\section*{Number projection of the BCS vacuum and the antisymmetrised geminal power}

A BCS vacuum is a superposition of states with different electron numbers. A molecule has a definite number, so the vacuum has to be projected. This page derives the projected state and its norm, solves the degenerate pairing model with and without projection, and applies the result to the H$_2$ and LiH molecules at $T=0$ K.

\subsection*{Premises and conventions}

Take $\Omega$ real orthonormal spatial orbitals $\varphi_k$ with fermion operators $c_{k\sigma}$, $\{c_{k\sigma},c^\dagger_{l\tau}\}=\delta_{kl}\delta_{\sigma\tau}$. Each orbital is one pair level, with $P_k^\dagger=c^\dagger_{k\uparrow}c^\dagger_{k\downarrow}$ and $P_k=c_{k\downarrow}c_{k\uparrow}$. The anticommutators give
\begin{equation}
(P_k^\dagger)^2=0,\qquad [P_k^\dagger,P_l^\dagger]=0,\qquad [P_k^\dagger,P_l]=\delta_{kl}(\hat n_{k\uparrow}+\hat n_{k\downarrow}-1).
\label{alg}
\end{equation}
The Bogoliubov transformation is taken in its canonical basis, with real $u_k,v_k$ and $u_k^2+v_k^2=1$:
\begin{equation}
\alpha_{k\uparrow}=u_kc_{k\uparrow}-v_kc^\dagger_{k\downarrow},\quad
\alpha_{k\downarrow}=u_kc_{k\downarrow}+v_kc^\dagger_{k\uparrow},\quad
|\Phi\rangle=\prod_k(u_k+v_kP_k^\dagger)|0\rangle .
\end{equation}
The state $|\Phi\rangle$ is normalised and is the quasiparticle vacuum: $\alpha_{k\uparrow}(u_k+v_kP_k^\dagger)|0\rangle=(u_kv_k-v_ku_k)c^\dagger_{k\downarrow}|0\rangle=0$, and likewise for $\alpha_{k\downarrow}$. The Hamiltonian commutes with $\hat N=\sum_{k\sigma}\hat n_{k\sigma}$. For even $N$ we write $n=N/2$.

\subsection*{The projector}

The eigenvalues $N'$ of $\hat N$ are integers, and $\int_0^{2\pi}e^{i\phi(N'-N)}d\phi/2\pi=\delta_{N'N}$. Hence
\begin{equation}
\hat P_N=\int_0^{2\pi}\frac{d\phi}{2\pi}\,e^{i\phi(\hat N-N)}
\end{equation}
is 1 on the $N$-electron space and 0 elsewhere. It is Hermitian and idempotent, and it commutes with $\hat H$, so the energy of the projected state is $\langle\Phi|\hat H\hat P_N|\Phi\rangle/\langle\Phi|\hat P_N|\Phi\rangle$.

From $[\hat N,c^\dagger]=c^\dagger$ follows $e^{i\phi\hat N}c^\dagger e^{-i\phi\hat N}=e^{i\phi}c^\dagger$. With $\hat N|0\rangle=0$ and $z=e^{2i\phi}$,
\begin{equation}
e^{i\phi\hat N}|\Phi\rangle=\prod_k(u_k+v_kzP_k^\dagger)|0\rangle .
\label{rot}
\end{equation}

\subsection*{Norm}

In each level $|0\rangle$ and $P_k^\dagger|0\rangle$ are orthonormal, so the overlap of \eqref{rot} with $|\Phi\rangle$ factorises into $\prod_k(u_k^2+v_k^2z)$. This is a polynomial $\sum_m w_mz^m$ of degree at most $\Omega$. The integral $\int e^{i\phi(2m-N)}d\phi/2\pi$ keeps $m=N/2$ and vanishes for odd $N$. The squared norm of the projected state is therefore
\begin{equation}
\langle\Phi|\hat P_N|\Phi\rangle=w_n=[z^{n}]\prod_k(u_k^2+v_k^2z),
\label{norm}
\end{equation}
where $[z^n]$ denotes the coefficient of $z^n$. At $z=1$ the product is 1, so $w_m$ is the probability of finding $m$ pairs. The product form says that level $k$ holds a pair with probability $v_k^2$ independently of the others, which gives
\begin{equation}
\langle\hat N\rangle=2\sum_kv_k^2,\qquad \langle\Delta\hat N^2\rangle=4\sum_ku_k^2v_k^2 .
\label{var}
\end{equation}
In a program the integral is replaced by a sum over $z_j=e^{2\pi ij/L}$, $j=0,\dots,L-1$. That sum keeps all $m$ with $m-n$ divisible by $L$. Since $m-n$ runs from $-n$ to $\Omega-n$, it is exact for $L>\max(n,\Omega-n)$.

\subsection*{The projected state}

Assume $u_k\neq0$ and set $\eta_k=v_k/u_k$, $\Gamma^\dagger=\sum_k\eta_kP_k^\dagger$. By \eqref{alg}, $1+z\eta_kP_k^\dagger=\exp(z\eta_kP_k^\dagger)$, and the exponents commute and may be added. Equation \eqref{rot} becomes $(\prod_ku_k)\exp(z\Gamma^\dagger)|0\rangle$. The $\phi$ integral keeps the term $z^n$ of the exponential series:
\begin{equation}
\hat P_N|\Phi\rangle=\Big(\prod_ku_k\Big)\frac{(\Gamma^\dagger)^n}{n!}|0\rangle
=\Big(\prod_ku_k\Big)\sum_{|S|=n}\prod_{k\in S}\eta_kP_k^\dagger|0\rangle .
\label{agp}
\end{equation}
In the second form $S$ runs over sets of $n$ distinct levels; repeated levels drop out by $(P_k^\dagger)^2=0$, and each set arises in $n!$ orders. The configurations are orthonormal, so the squared norm is $(\prod_ku_k^2)\,e_n$, where $e_n=\sum_{|S|=n}\prod_{k\in S}\eta_k^2$ is the elementary symmetric polynomial in the $\eta_k^2$. This agrees with \eqref{norm}, since $\prod_k(u_k^2+v_k^2z)=\prod_ku_k^2\prod_k(1+\eta_k^2z)$.

The operator $\Gamma^\dagger$ creates a singlet pair with spatial function $\sum_k\eta_k\varphi_k(\mathbf r_1)\varphi_k(\mathbf r_2)$. State \eqref{agp} puts all $n$ pairs into this one geminal and antisymmetrises; it is the antisymmetrised geminal power (AGP) analysed by Coleman (1965). Scaling all $\eta_k$ by a common factor $\lambda$ multiplies it by $\lambda^n$ only, so $\Omega-1$ ratios matter, and the mean particle number of the parent $|\Phi\rangle$ is arbitrary. A level with $u_k=0$ contributes a plain factor $P_k^\dagger$, and the remaining levels are projected onto $n-1$ pairs.

Expectation values follow by counting configurations. $P_k^\dagger P_k$ selects sets containing $k$. For $k\neq l$, $P_k^\dagger P_l$ joins $T\cup\{l\}$ to $T\cup\{k\}$, where $T$ has $n-1$ levels and contains neither. Thus
\begin{equation}
\langle P_k^\dagger P_k\rangle=\eta_k^2\,\frac{e^{(k)}_{n-1}}{e_n},\qquad
\langle P_k^\dagger P_l\rangle=\eta_k\eta_l\,\frac{e^{(kl)}_{n-1}}{e_n},
\label{rdm}
\end{equation}
where the superscripts name the omitted levels.

\subsection*{Degenerate pairing model}

Let all levels have energy zero and $\hat H=-G\,S_+S_-$, with $G>0$, $S_+=\sum_kP_k^\dagger$, $S_-=S_+^\dagger$.

\emph{Unprojected energy.} In $|\Phi\rangle$, $\langle P_k^\dagger P_k\rangle=v_k^2$, and $\langle P_k^\dagger P_l\rangle=s_ks_l$ for $k\ne l$, with $s_k=u_kv_k$. Under the constraint $\sum_kv_k^2=n$,
\begin{equation}
\langle S_+S_-\rangle=n+\Big(\sum_ks_k\Big)^2-\sum_ks_k^2\le n+(\Omega-1)\sum_ks_k^2\le n+(\Omega-1)\Big(n-\frac{n^2}{\Omega}\Big).
\end{equation}
The first bound is the Cauchy--Schwarz inequality $(\sum s_k)^2\le\Omega\sum s_k^2$. The second uses $\sum s_k^2=n-\sum v_k^4$ and $\sum v_k^4\ge n^2/\Omega$. Both are equalities for $v_k^2=n/\Omega$ with equal signs, which is therefore the minimum of the energy. The right side equals $n\Omega-n^2+n^2/\Omega$, so
\begin{equation}
E_{\rm BCS}=-\frac G4N\Big(2\Omega-N+\frac N\Omega\Big).
\label{ebcs}
\end{equation}

\emph{Projected energy.} All $\eta_k$ are equal and can be scaled to 1, so the state is $S_+^n|0\rangle$ and each $e$ in \eqref{rdm} is a binomial coefficient:
\begin{equation}
\langle S_+S_-\rangle=\frac{\Omega\binom{\Omega-1}{n-1}+\Omega(\Omega-1)\binom{\Omega-2}{n-1}}{\binom{\Omega}{n}}=n+n(\Omega-n),
\end{equation}
\begin{equation}
E_N=-Gn(\Omega-n+1)=-\frac G4N(2\Omega-N+2).
\label{eex}
\end{equation}

\emph{Exactness.} With $S_0=(\hat N-\Omega)/2$, Eq.~\eqref{alg} gives $[S_+,S_-]=2S_0$, and $[S_0,S_\pm]=\pm S_\pm$ because $S_+$ adds two electrons. This is the angular momentum algebra, in which $S_+S_-$ has eigenvalues $(S+S_0)(S-S_0+1)$, increasing with $S$ at fixed $S_0$. A level that is empty or doubly occupied carries quasispin $1/2$ and a singly occupied one carries 0, so $S\le\Omega/2$. The bare vacuum has $S_0=-\Omega/2$ and $S_-|0\rangle=0$, hence $S=\Omega/2$, and $S_+^n|0\rangle$ stays in that multiplet with $S_0=n-\Omega/2$. It is an eigenstate with the largest possible eigenvalue $n(\Omega-n+1)$. Equation \eqref{eex} is the exact ground-state energy.

\emph{Origin of the BCS error.} Subtracting, and using \eqref{var},
\begin{equation}
E_{\rm BCS}-E_N=Gn\Big(1-\frac n\Omega\Big)=\frac G4\langle\Delta\hat N^2\rangle .
\label{diff}
\end{equation}
Every number component of $|\Phi\rangle$ is an exact ground state, with energy $-Gm(\Omega+1)+Gm^2$ for $m$ pairs. Averaging the $m^2$ term over $w_m$ adds $G$ times the variance of $m$. At half filling, $n=\Omega/2$, the relative error is $1/(\Omega+2)$: negligible for many levels, $1/4$ for two.

\subsection*{Two and four electrons}

For a two-electron singlet the spatial function is $\sum_{pq}C_{pq}\chi_p(\mathbf r_1)\chi_q(\mathbf r_2)$ with $C$ real and symmetric. An orthogonal transformation diagonalises $C$, which gives $\Gamma^\dagger|0\rangle$ with the eigenvalues as $\eta_k$ and the natural orbitals as $\varphi_k$. For H$_2$ in a singlet state, AGP with optimised orbitals equals full CI in the given basis.

LiH has $n=2$. Split $\Gamma^\dagger=\eta_cP_c^\dagger+\Gamma_v^\dagger$, with $c$ the Li $1s$-like core orbital:
\begin{equation}
\tfrac12(\Gamma^\dagger)^2=\eta_cP_c^\dagger\Gamma_v^\dagger+\tfrac12(\Gamma_v^\dagger)^2 .
\end{equation}
For $\eta_c\to\infty$ the first term dominates: a frozen core times a fully flexible valence geminal, which treats the bond pair as in H$_2$. Correlating core and bond independently is not possible. Let $2,3$ be the bonding orbital and its correlating partner and $d$ a core-correlating orbital. Relative to the configuration $\{c,2\}$, the wanted amplitudes are $t_v=\eta_3/\eta_2$ for $\{c,3\}$ and $t_c=\eta_d/\eta_c$ for $\{d,2\}$. A product of two separate geminals has no $\{c,d\}$ or $\{2,3\}$ term, whereas AGP gives them the amplitudes $\eta_d/\eta_2$ and $\eta_3/\eta_c$, whose product is $t_ct_v$. Both can vanish only if $t_c$ or $t_v$ does.

\subsection*{Range of validity}

Equations \eqref{norm} and \eqref{agp} are identities for any vacuum of the stated form and even $N\le2\Omega$; odd $N$ needs a blocked, singly occupied level. That projection of the optimal BCS state yields the exact ground state is special to degenerate levels with a constant $G>0$. For unequal levels or the Coulomb Hamiltonian, AGP is a variational trial state whose $\eta_k$ should be optimised after projection. It is exact for one singlet pair with optimised orbitals. For $n\ge2$ it omits configurations with singly occupied canonical orbitals and, as the LiH argument shows, does not factorise into independently correlated pairs, so it is not size consistent in general.

\subsection*{Illustration: H$_2$ in two orbitals}

Take $\sigma_g$ and $\sigma_u$, so $\Omega=2$, $n=1$. Inversion symmetry decouples the two-electron pair states from the open-shell $\sigma_g\sigma_u$ states, and the states with $N=0$ and $4$ are unique. With one-electron integrals $h_k$, Coulomb integrals $J_{kl}=(kk|ll)$, $K=(gu|gu)>0$ and $\hat n_k=P_k^\dagger P_k$, the electronic Hamiltonian on pair states is
\begin{equation}
\hat H=E_g\hat n_g+E_u\hat n_u+W\hat n_g\hat n_u+K(P_g^\dagger P_u+P_u^\dagger P_g),
\end{equation}
with $E_k=2h_k+J_{kk}$ and $W=4J_{gu}-2K$ (four $g$--$u$ electron pairs, two of them with parallel spins). Define $\Delta=(E_u-E_g)/2$.

For $\langle\hat N\rangle=2$ set $v_u^2=u_g^2=x$ and $v_g^2=u_u^2=1-x$, with $v_u<0$ and the other three positive, so that the $K$ term is $-2Kx(1-x)$. Then
\begin{equation}
\langle\Phi|\hat H|\Phi\rangle=E_g+2\Delta\,x+4(J_{gu}-K)\,x(1-x).
\label{h2bcs}
\end{equation}
$J_{gu}-K$ is the electron repulsion in the triplet $\sigma_g\sigma_u$ state and cannot be negative. For $\Delta>0$ the minimum is at $x=0$, the restricted Hartree--Fock (RHF) determinant, and projecting it afterwards changes nothing. The projected state is $(\eta_gP_g^\dagger+\eta_uP_u^\dagger)|0\rangle$ with $r=\eta_u/\eta_g=-x/(1-x)$. Minimising its energy is the $2\times2$ eigenproblem with diagonal $E_g,E_u$ and coupling $K$, so
\begin{equation}
E_{\rm AGP}-E_g=\Delta-\sqrt{\Delta^2+K^2},\qquad r=(E_{\rm AGP}-E_g)/K .
\end{equation}

\emph{Separated atoms.} For $R\to\infty$, $\sigma_{g,u}=(a\pm b)/\sqrt2$ with hydrogen $1s$ orbitals $a,b$ of energy $\varepsilon=-E_h/2$. Only the one-centre repulsion $U$ survives. With the radial density $4r^2e^{-2r}$ ($r$ in units of $a_0$),
\begin{equation}
U=2E_h\int_0^\infty\!dr\,4re^{-2r}\int_0^r\!ds\,4s^2e^{-2s}=\tfrac58E_h=17.01\ \text{eV}.
\end{equation}
All $J$ and $K$ equal $G\equiv U/2=8.50$ eV, $\Delta=0$ and $W=2G$. Absorb the sign by $S_+=P_g^\dagger-P_u^\dagger$, and use $\hat n=\hat n_g+\hat n_u$, $2\hat n_g\hat n_u=\hat n^2-\hat n$ and $P_g^\dagger P_u+P_u^\dagger P_g=\hat n-S_+S_-$:
\begin{equation}
\hat H=(2\varepsilon+G)\hat n+G\hat n^2-GS_+S_- .
\end{equation}
The last term is the degenerate model with $\Omega=N=2$. At $x=1/2$, Eq.~\eqref{ebcs} gives $-3G/2=-12.76$ eV and \eqref{eex} gives $-2G=-17.01$ eV, a gain of $G/2=4.25$ eV as in \eqref{diff}. Projection also lowers $\langle\hat n^2\rangle$ from $3/2$ to 1, a second gain of $G/2$. The totals are $2\varepsilon+G$ unprojected, equal to RHF as \eqref{h2bcs} requires, and $2\varepsilon=-27.21$ eV projected, the energy of two hydrogen atoms. At finite $R$ the interatomic term $V=e^2/4\pi\epsilon_0R$ is not small: it is $2.88$ eV at $5$ \AA. It lowers the ionic configurations from $U$ to $U-V$, so with overlap neglected the RHF error, half the ionic cost, falls from $8.50$ eV to $(U-V)/2=7.06$ eV.

\emph{Near equilibrium.} At $R\approx0.74$ \AA\ take as approximate STO-3G inputs $h_g=-34.09$, $h_u=-12.94$, $J_{gg}=18.36$, $J_{uu}=18.98$, $J_{gu}=18.06$, $K=4.93$ eV. Then $E_g=-49.82$, $E_u=-6.90$, $\Delta=21.46$, $J_{gu}-K=13.13$ and $\sqrt{\Delta^2+K^2}=22.02$ eV. The AGP lies $0.56$ eV below RHF, with $r=-0.113$ and $2r^2/(1+r^2)=0.025$ electrons in $\sigma_u$. Its parent vacuum with $\langle\hat N\rangle=2$ has $x=|r|/(1+|r|)=0.102$. By \eqref{norm}, the polynomial $[x+(1-x)z][(1-x)+xz]$ gives $w_1=x^2+(1-x)^2=0.817$ and $w_0=w_2=x(1-x)=0.0915$, and $\langle\Delta\hat N^2\rangle=8x(1-x)=0.73$. By \eqref{h2bcs} this parent lies $4.4+4.8=9.2$ eV above RHF; two gauge points, $z=\pm1$, remove its $N=0$ and $N=4$ parts exactly and leave the full CI state of this basis.

The correlation energy $-0.56$ eV is the two-orbital model's. The typical value for H$_2$ near equilibrium in a complete basis is about $-1.1$ eV, so the model is too small in magnitude by roughly a factor of two. The rest comes from further $\sigma$ and $\pi$ natural orbitals, which enter $\Gamma^\dagger$ as additional pair levels.